### Rock-salt PbS under tension

A volume change of 1 % in PbS takes a pressure of roughly 0.6 GPa. The energy involved is small: squeezing the crystal to 24.52 Å³/atom costs 28 meV per atom, close to kT at room temperature, where k is Boltzmann's constant. These figures describe a crystal near its resting size. The question here is how far the same resistance carries over to a stretched crystal, and what energy and pressure belong to a volume of 27.13 Å³/atom.

Rock-salt PbS at scaled volumes, computed with DFTK 0.8.2: plane-wave DFT with the r2SCAN functional and GTH semicore pseudopotentials made for PBE, without spin–orbit coupling. The plane-wave cutoff is 1306 eV, the k mesh 5×5×5 and the Fermi–Dirac smearing 0.05 eV. Energies are counted from the minimum of the fitted energy–volume curve.

```csv
volume (Å³/atom),energy (meV/atom),pressure (GPa)
24.52,27.770,5.060
25.04,13.910,3.450
25.56,5.030,2.000
26.09,0.650,0.690
26.61,0.330,-0.500
27.13,?,?
27.65,10.360,-2.540
```

Energy is counted from the minimum of the calculated curve, and a negative pressure means that the crystal is being pulled. Each Pb atom has six S neighbours at a distance r, and the volume per atom in this structure is r³. A bond longer by 1 % therefore means a volume larger by about 3 %. All rows describe the same cubic arrangement, scaled as a whole.

**Stiffness falls as the bonds lengthen**

The bulk modulus is the pressure needed per relative change of volume. The pressures of the two smallest volumes give 76 GPa, while those at 26.09 and 26.61 Å³/atom give 60 GPa. Between these two pairs the modulus drops by about 12 % for each 1 % of bond length. Real PbS leaves the rock-salt structure at roughly 2 to 3 GPa, so the first pair describes a crystal held in that structure by the calculation.

The cause lies in two forces that change at different rates. When filled electron shells are pushed into each other, their repulsion rises very steeply, whereas the attraction that holds the crystal together varies gently with distance. Compression brings the steep force forward and stretching lets it fade. This is standard physics of bonding; the table shows its result, not the two forces separately.

**Which spring has the right limits?**

Close to the minimum any smooth energy curve is a parabola, whatever measure of size is used. The choice matters further out, and two limits guide it. As r shrinks towards zero the energy should climb without bound, and as r becomes very large it should level off, because separated atoms no longer pull on each other. A parabola in r or in volume does the opposite in both limits, but a parabola in 1/r² behaves correctly in both. So would one in 1/r or 1/r³: the limits narrow the choice, and the softening has to settle the power.

Parabolas in volume, r and 1/r² also differ near the minimum. The modulus is the volume multiplied by the second derivative of the energy with respect to volume, and this product changes differently for each form. For each 1 % of bond stretching, a spring in volume becomes 3 % stiffer, a spring in r becomes 3 % softer, and a spring in 1/r² becomes 12 % softer. Only the last agrees with the softening read from the pressures; by the same rule, 1/r would give 9 % and 1/r³ would give 15 %. The parabola in 1/r² is known as the second-order Birch–Murnaghan form.

With d = (r₁/r)² − 1, where r₁ is the bond length at 26.09 Å³/atom, a least-squares fit to the six known energies gives

E = 0.65 + 171.9 d + 11207 d² (meV/atom).

Its minimum lies at 26.39 Å³/atom, with a bulk modulus of 59.6 GPa. The derivative of such a parabola with respect to volume gives the form of the pressure curve, whose two constants were fitted separately to the six known pressures.

**Forecast for 27.13 Å³/atom**

The pressure can be estimated by hand. From the minimum to 27.13 Å³/atom the volume grows by 0.74 Å³, which is 2.8 % of the average volume on the way, so the bonds lengthen by 0.92 %. The modulus then falls by 0.92 × 12 ≈ 11 % by the end of the stretch, or 5.5 % on average, from 59.6 to about 56 GPa. Multiplying 56 GPa by 0.028 gives a tension of about 1.6 GPa.

The fitted pressure curve sharpens this to **−1.57 ± 0.03 GPa**. The value lies below −1.52 GPa, the midpoint of the two neighbouring pressures, because a softening crystal has a pressure curve that sags beneath a straight line. For the energy, the parabola in 1/r² gives **3.67 ± 0.1 meV/atom**. When each known row is left out in turn and predicted from the others, the typical misses are about a third of these error bars; the extra width allows for the simple shape of the model.

The other two springs, fitted to the same six energies with equally many constants, give lower values: 3.36 meV/atom for the parabola in r and 3.14 meV/atom for the one in volume. Both lie outside the error bar of the 1/r² forecast, so this row can favour that form over the other two. The known rows already point the same way: when they are left out in turn, the typical misses are 0.98 meV/atom for the parabola in r and 1.65 meV/atom for the one in volume.

The withheld rows as computed:

```csv
volume (Å³/atom),energy (meV/atom),pressure (GPa)
27.13,3.690,-1.570
```

**What the comparison shows**

Both forecasts fall well within their error bars. The pressure agrees to the digits printed, and the energy forecast is 0.02 meV/atom too low. Part of this success is due to position: the row has known neighbours on both sides, and the curve between them is smooth. That advantage was shared by all three springs, however, and the other two miss the energy by 0.33 and 0.56 meV/atom.

Their failure follows from the asymmetry of the curve. A spring that softens too little, or even stiffens, cannot follow both the steep compressed side and the gentle stretched side. The best compromise places its minimum too far out and too low, and this pulls down the energy at 27.13 Å³/atom. An error in how the crystal responds to compression thus reappears as an error under tension.

The same softening causes most of the error of a constant modulus. Keeping 59.6 GPa throughout and taking the stretch relative to the resting volume gives 59.6 × 0.74/26.39 ≈ 1.67 GPa of tension, about 6 % more than the calculated 1.57 GPa. This relative error shrinks in proportion to the strain, so a constant modulus serves well for strains of a few tenths of a per cent.

The parabola in 1/r² has its own limit. For fully separated atoms d is −1, and the formula gives 0.65 − 171.9 + 11207 meV, or about 11 eV per atom, where the real cost is roughly 3 eV. The curve levels off as it should, but at the wrong height, so it describes the spring near rest and not the breaking of the crystal.

The agreement is also with the calculation's own curve, not with a measured one. Spin–orbit coupling and thermal motion are left out, and the r2SCAN functional is combined with potentials made for PBE. These choices can shift the resting volume and the modulus of real PbS away from the values found here.
